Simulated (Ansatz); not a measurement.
Strength of the Si–Si bond: SiH2(GeH3)(SiH3) → GeH3(SiH2) + SiH3

Species: SiH2(GeH3)(SiH3), singlet; GeH3(SiH2), doublet; SiH3 (silyl radical) `[SiH3]`, doublet. 

Shapes, held fixed at every level: PBE0-D4/def2-TZVP. Programs: Ansatz 0.2.0. The zero-point and thermal change to 298 K, harmonic and unscaled (PBE0-D4/def2-TZVP), is -11.0 kJ/mol.

(1) Estimate ΔH(298 K) of this reaction.

Answers

(1) The highest level, CCSD(T)/def2-TZVPP, gives ΔH(298 K) = +307.1 kJ/mol; the levels span +285.8 to +319.2. The column of differences is taken from that level and isn't an error. No measured value is set beside it here. Open shells run unrestricted. Relativity is left out for Ge. Outer-core shells of Ge are correlated in most correlated rows, in sets that cover them unevenly. Times are processor times on shared x86 and Arm servers, and rough.

| level | kind | ΔH(298 K) (kJ/mol) | less CCSD(T)/def2-TZVPP | CPU time (sum over the molecules) |
| --- | --- | --- | --- | --- |
| BHLYP-D4/def2-TZVPP | global hybrid | +303.6 | -3.5 | 20 s |
| PBE0-D4/def2-TZVPP | global hybrid | +306.3 | -0.8 | 20 s |
| wB97M-V/def2-TZVPP | range-separated hybrid | +319.2 | +12.1 | 76 s |
| B2PLYP/def2-TZVPP | double hybrid | +298.9 | -8.2 | 33 s |
| CCSD(T)/def2-SVP | coupled cluster or CI | +290.9 | -16.2 | 24 s |
| CCSD/def2-SVP | coupled cluster or CI | +285.8 | -21.3 | – |
| CCSD(T)/def2-TZVPP | coupled cluster or CI | +307.1 | 0.0 | 9.1 min |

Breaking this Si–Si bond is strongly endothermic, as expected for homolysis of a covalent σ bond. The diffuse silicon 3p orbitals overlap less effectively than carbon 2p orbitals, which is why such bonds are generally weaker than C–C bonds. Cleavage unpairs the bonding electrons and removes their mutual correlation, so an incomplete treatment of that correlation tends to underbind the intact molecule. Accordingly, both perturbative triples in the smaller basis and the larger basis with CCSD(T) raise the reaction enthalpy, the basis change having the greater effect.

The basis-set limit therefore probably lies above +307.1 kJ/mol. This would reduce the apparent overestimate by wB97M-V and make the near-coincidence of PBE0-D4 with the highest level partly fortuitous. The germanium centre keeps all its bonds, so much of its core contribution should cancel. Without the competing Si–Ge cleavage, the results don't establish which bond in the molecule breaks most easily.
